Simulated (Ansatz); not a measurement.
C6H12O3 (propylene glycol methyl ether acetate (PGMEA)): the energy, rung by rung

C6H12O3 has 21 atoms, charge 0, and is taken as a singlet. SMILES: `COCC(C)OC(C)=O`. The shape was relaxed beforehand at r2SCAN/def2-SVP. This is one conformer, not always the lowest.

Quantity: the adiabatic electron affinity (to the doublet anion, shapes relaxed at r2SCAN/def2-SVP, no zero-point term), in eV. The values are calculated.

The electron affinity is E(neutral) − E(anion): positive where the electron is bound.

```csv
level,kind,program,value (eV),CPU time (all runs)
HF/def2-SVP,Hartree–Fock,Ansatz,-2.41,19 s
PBE/def2-SVP,GGA,Ansatz,-1.59,28 s
B3LYP/def2-SVP,global hybrid,Ansatz,-1.61,39 s
PBE0-D4/def2-SVP,global hybrid,Ansatz,-1.64,35 s
CAM-B3LYP/def2-SVP,range-separated hybrid,Ansatz,-1.69,38 s
B2PLYP/def2-SVP,double hybrid,Ansatz,-1.87,54 s
RPA@PBE/def2-SVP,RPA,Ansatz,-1.88,71 s
MP2/def2-SVP,perturbation theory,Ansatz,-2.18,32 s
```

The values span -2.41 to -1.59 eV. Negative values mean that the anion is unbound at that level; they are set by how diffuse the basis is and aren't properties of the molecule. CPU times are rough (shared hosts, several kinds of processor): they show what a rung costs within a factor of a few.

None of the levels binds an extra electron, as expected for a saturated ether-ester. The only low-lying valence acceptor is the carbonyl π* orbital, which is antibonding and pushed up further by donation from the neighbouring ester oxygen. The ether oxygen and the alkyl skeleton offer only high-lying σ* orbitals.

Hartree–Fock gives the most negative value, -2.41 eV, because it omits the correlation energy, which is generally larger in the anion with its additional electron. MP2 recovers part of this difference and RPA more, while the GGA and the global and range-separated hybrids lie close together at the less negative end. That clustering suggests a similar description of the added electron, but it doesn't establish an accurate attachment energy.

The results therefore support the absence of a bound anion within this model, not a resonance position or a ranking of the methods by accuracy. Nor do they rule out dissociative attachment, in which cleavage of the alkyl–oxygen bond could release a stable acetate ion.
